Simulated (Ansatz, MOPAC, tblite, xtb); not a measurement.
## How methods differ on GeH3Br (SMILES [GeH3][Br])

GeH3Br, singlet, SMILES `[GeH3][Br]`. Each level relaxes the structure for itself.

Quantity: the highest harmonic wavenumber at each level's own minimum, in cm⁻¹. The values are calculated.

| level | kind | program | value (cm⁻¹) |
| --- | --- | --- | --- |
| AM1 | semi-empirical | MOPAC | 1932 |
| PM7-HH | semi-empirical | MOPAC | 2270 |
| GFN2-xTB | semi-empirical | xtb | 2034 |
| GFN1-xTB | semi-empirical | tblite | 2296 |
| HF/STO-3G | Hartree–Fock | Ansatz | 2478 |
| HF/3-21G | Hartree–Fock | Ansatz | 2203 |
| HF/6-31G* (Cartesian functions) | Hartree–Fock | Ansatz | 2275 |
| PBE/def2-SVP | GGA | Ansatz | 2110 |
| PBE0-D4/def2-TZVP | global hybrid | Ansatz | 2189 |
| B3LYP/6-31G* (Cartesian functions) | global hybrid | Ansatz | 2151 |

All-electron rows without a relativistic Hamiltonian named are non-relativistic. Harmonic and unscaled. The values span 1932 to 2478 cm⁻¹. Without the sets that lack polarisation functions the rows with a basis span only 2110 to 2275 cm⁻¹.

The highest mode of GeH3Br is a Ge–H stretch: hydrogen's small mass puts it far above the Ge–Br stretch, and the greater stiffness of bond stretching over bending puts it above the deformations. The wavenumber therefore mainly probes the curvature of the Ge–H potential, with bromine acting only indirectly through the charge and hybridisation at germanium.

The cleanest comparison is between the two 6-31G* rows, where the value falls from 2275 cm⁻¹ with Hartree–Fock to 2151 cm⁻¹ with B3LYP, probably because electron correlation softens the bond-stretching potential. PBE lies lower still, at 2110 cm⁻¹, but its different basis prevents that shift from being assigned to the functional alone. Within Hartree–Fock, the basis effect is not monotonic: 3-21G falls below 6-31G*, while STO-3G lies well above both.

The semi-empirical methods show no common bias, as GFN1-xTB and GFN2-xTB fall on opposite sides of all three density-functional values. Agreement on this stretch would not establish a comparable description of the Ge–Br bond, whose force constant it hardly tests.
